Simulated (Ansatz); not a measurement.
# Zone-centre phonons of a Janus WSeS sheet under uniaxial armchair strain with clamped width, PBEsol

WSeS is a sheet of tungsten atoms bonded to sulphur on one face and to selenium on the other, each tungsten at the centre of a trigonal prism. Its vibrations therefore divide largely into sulphur and selenium motions, and each line responds to strain in its own way.

**Problem.** Strain in a flexible device or a transferred flake is often read from the shift of a Raman line, which requires a known shift per per cent of strain. Find this calibration for four optical branches of WSeS, stretched or compressed along the armchair direction with the width held fixed. Frequencies are harmonic PBEsol values at the zone centre. Shifts are counted from the unstrained sheet, and tension is positive.

## Computational details

One crystal, WSeS (Janus 2H sheet) (single layer of a known layered compound, or a sheet that has been made). It was then strained (uniaxial, across a, the armchair direction, with the width clamped) with both in-plane edges set and the atoms alone relaxed; labels give the mode at rest and under strain. The structures stem from cells built on the prototype from tabulated radii, directly or through a relaxation at another level; before straining, the in-plane cell and the atoms were relaxed at zero pressure at the level of the rows, inside the symmetry of the start, with no thermal or zero-point expansion. Program: Ansatz 0.2.0, plane waves, PBEsol, the program's earlier default PAW potentials, scalar-relativistic without spin-orbit coupling, no spin polarisation. Wave-function cutoff 420 eV (the default for the potentials of each cell); on the k meshes (Γ-centred) the least product of divisions and cell-vector length runs from 37 to 39 Å, relaxations included. Occupations: fixed. Harmonic modes at natural masses come from linear response (density functional perturbation theory), with the acoustic sum rule imposed. Each sheet is one layer in a cell 30 Å high. The tabled runs alone: cutoff 420 eV, k length 38 Å, k mesh 12×12×1. Warnings of the programs on runs behind the rows: stress scf threshold loose (8 rows).

Notes on method and selection:

- Harmonic values at the static lattice; measured values carry thermal expansion and anharmonic shifts at their temperature.
- Modes are followed from row to row by the overlap of their patterns; levels that are degenerate at rest are joined across zero strain by their slopes.
- Semilocal functionals put Kohn-Sham gaps below measured gaps and, as a rule, ε∞ above measured values.
- Spin-orbit coupling is left out; it matters most with heavy elements (here W), where it changes the gap and with it ε∞, Born charges and soft modes.
- In this sheet no edge of the cell was free: both in-plane edges were set and the atoms alone relaxed.
- Runs that did not converge, have known faults or may not be shown are not listed, and runs on Ansatz's PAW sets soft_1 and soft_2 are kept to separate tables.

Columns:

- uniaxial strain (%): uniaxial strain across a, the armchair direction, with the width clamped, tension positive.
- Kohn-Sham gap (eV): Kohn-Sham gap, lowest empty minus highest filled level on the k mesh.
- A1 to A' near 281 (cm⁻¹): zone-centre mode A1 to A' (281 cm⁻¹ at rest), no LO-TO term.
- E to A'' near 331 (cm⁻¹): zone-centre mode E to A'' (331 cm⁻¹ at rest), no LO-TO term.
- E to A' near 331 (cm⁻¹): zone-centre mode E to A' (331 cm⁻¹ at rest), no LO-TO term.
- A1 to A' near 419 (cm⁻¹): zone-centre mode A1 to A' (419 cm⁻¹ at rest), no LO-TO term.

Input lines of one member:

```
kpoints:
  mp_grid: { grid: [12, 12, 1] }
hamiltonian:
  xc: pbesol
  pseudopotentials: { kind: paw, azcp: { folder: soft_1 }, xc_functional: pbe }
scf:
  occupations: { method: fixed }
output:
  eigenvalues: true
phonons:
  method: dfpt
```

Command (options for logging and memory left out): `ansatz run input.yaml --threads 4 --backend cpu`

## Table of results

| member | uniaxial strain (%) | Kohn-Sham gap (eV) | A1 to A' near 281 (cm⁻¹) | E to A'' near 331 (cm⁻¹) | E to A' near 331 (cm⁻¹) | A1 to A' near 419 (cm⁻¹) |
| --- | --- | --- | --- | --- | --- | --- |
| −3.0 % | −3 | 1.73 | 282.2 | 332.4 | 338.3 | 424.9 |
| −2.0 % | −2 | 1.76 | 281.7 | 332.1 | 336.1 | 422.9 |
| −1.0 % | −1 | 1.79 | 281.2 | 331.6 | 333.7 | 420.9 |
| +0.0 % | 0 | 1.83 | 280.6 | 331.1 | 331.1 | 418.9 |
| +1.0 % | 1 | 1.76 | 280.1 | 330.4 | 328.2 | 416.9 |
| +2.0 % | 2 | 1.69 | 279.6 | 329.6 | 325.1 | 414.9 |
| +3.0 % | 3 | 1.59 | 279.0 | 328.7 | 321.9 | 412.9 |
| +4.0 % | 4 | 1.47 | 278.4 | 327.7 | 318.4 | 410.9 |
| +5.0 % | 5 | 1.35 | 277.8 | 326.5 | 314.7 | 408.9 |

## Interpretation

**Solution.** All four tabled branches fall from each row to the next as the strain goes from −3 to +5 %. A cell of three atoms has 3 × 3 − 3 = 6 optical branches; the two left out of the table form a second E pair, lower in frequency and mainly selenium moving in the plane. Slopes taken between −1 and +1 % are:

- A1 near 419: (416.9 − 420.9) / 2 = −2.00 cm⁻¹ per %
- A1 near 281: (280.1 − 281.2) / 2 = −0.55 cm⁻¹ per %
- E to A′: (328.2 − 333.7) / 2 = −2.75 cm⁻¹ per %
- E to A″: (330.4 − 331.6) / 2 = −0.60 cm⁻¹ per %

The fall of these four branches fits bond anharmonicity: tension lengthens the bonds, longer bonds are less stiff, and the frequency follows the square root of stiffness over mass. It is not a rule for every branch, however. The A″ partner of the selenium pair is highest at rest and falls slightly under both tension and compression, although the mean of that pair does fall with tension. Uniaxial strain shifts a pair as a whole and also splits it, and for this partner the two effects nearly cancel close to rest.

The splitting is a matter of symmetry. At rest the threefold axis makes the two in-plane directions equivalent, so the pair at 331.1 cm⁻¹, mainly sulphur moving in the plane, is degenerate. Strain leaves only the mirror plane that contains the armchair direction. The A′ partner then vibrates essentially along the strain and the A″ partner across it.

A count of bonds gives a first guess at which partner falls faster. Seen from above, one of the three tungsten–sulphur bonds lies along the strain and two lie at 60° to it. Let each bond soften in proportion to its stretch, cos²θ, and contribute to a vibration by the square of its projection on the motion. The softening is then 1 + 2 × 1/16 = 1.125 along the strain and 2 × 3/4 × 1/4 = 0.375 across it, a ratio of 3. The table gives 2.75 / 0.60 = 4.6. For the selenium pair the same count again predicts 3, yet the A″ partner there has almost no slope at rest, and the ratio is many times larger. The count thus gets the order right in both pairs but not the sizes, and it does not establish the cause. It ignores changes of bond angle and the relaxation of the atoms, whose shares were not separated here.

The two partners separate by 2.75 − 0.60 = 2.15 cm⁻¹ per % near rest. A′ is the upper line under compression and the lower one under tension, so the size of the splitting alone does not reveal the sign of the strain; the polarisation of the lines can.

## Where the trend breaks

The largest departure from the slopes at rest is that of the A′ branch at +5 %. A straight line gives 331.1 − 2.75 × 5 = 317.4 cm⁻¹, while the table has 314.7, lower by 2.7. At +4 % the same branch is 1.7 below its line, and the A″ branch at +5 % is 1.6 below its own. The two A1 branches stay straight to within about 0.1 cm⁻¹.

The cause of this downward bend remains open. The square root between stiffness and frequency has the right sign but supplies only about (2.75 × 5)² / (2 × 331.1) = 0.3 cm⁻¹ for A′ at +5 %, the square of the linear shift over twice the frequency at rest. An ordinary anharmonic bond loses stiffness ever more slowly as it is stretched, which would bend the branch upward.

The gap column behaves differently: its largest entry, 1.83 eV, is at rest, and it falls on both sides. This reflects a change in the states that form the gap. The lowest empty level on the mesh moves to K under tension, and the highest filled level moves from K to Γ between the +2 and +3 % rows. The phonon branches show no matching jump, as expected while the same bands stay filled.

## Worked examples

**The line near 419 cm⁻¹ lies 3.0 cm⁻¹ below its position in an unstrained part of the same flake. What is the strain?**

With the width fixed, 3.0 / 2.00 = 1.5 % tension. The pair near 331 offers a check: its splitting is 330.4 − 328.2 = 2.2 cm⁻¹ at +1 % and 329.6 − 325.1 = 4.5 at +2 %, so about 3.3 is expected. Uniform heating can shift the 419 line but cannot split the pair, so a shift without splitting points to another cause or to equal strain in both directions.

**How much strain is needed to separate the pair by 4 cm⁻¹?**

About 2 % of either sign. The separation is 336.1 − 332.1 = 4.0 cm⁻¹ at −2 % and 4.5 at +2 %.

**What changes if the flake sits on a bent polymer strip that narrows as it stretches?**

Take a rough Poisson ratio of 0.35 for the strip. To first order an A1 line follows the change in area, which becomes 1 − 0.35 = 0.65 % per % of stretch. The 419 line then moves by −2.00 × 0.65 = −1.3 cm⁻¹ per %. The splitting follows the difference between the two strains, 1 + 0.35 = 1.35, and grows to 2.15 × 1.35 = 2.9 cm⁻¹ per %. Using the clamped-width slope of the 419 line would therefore report only 0.65 % for a true stretch of 1 %.

## Summary

From −3 to +5 %, the A1 line near 419 cm⁻¹ is the simplest gauge, being both straight and fairly steep. The A′ branch is more sensitive but needs its tabled curvature at larger tension. The A1 line near 281 is a weak gauge and, as an internal reference, not a fixed one: the distance between the two A1 lines shrinks by 2.00 − 0.55 = 1.45 cm⁻¹ per % of tension. The A″ partner of the untabled selenium pair moves less over the whole range, but at small strain it lies close to its A′ partner.

The frequencies belong to a static, harmonic lattice. Thermal expansion and anharmonicity usually lower measured lines, so shifts from an unstrained reference at the same temperature are safer to use than absolute positions. No measured line is compared here. Besides the warnings listed with the computational details, the relaxation that fixed the unstrained cell carried one of its own: the exchange-correlation potential is rough where the density is thin. All strains are counted from that cell, and the effect on the shifts was not tested.

The gaps are less secure than the phonon shifts. Semilocal functionals place them too low. Spin-orbit coupling, left out here, would raise the filled level at K and so reduce the gap where that level is the highest; it would also delay the change from K to Γ to larger tension.

[Logs are printed without paths, hosts, clocks, repeated set-up lines and the standing remarks that a program may print on its own settings, such as how far it seeks lower states.]
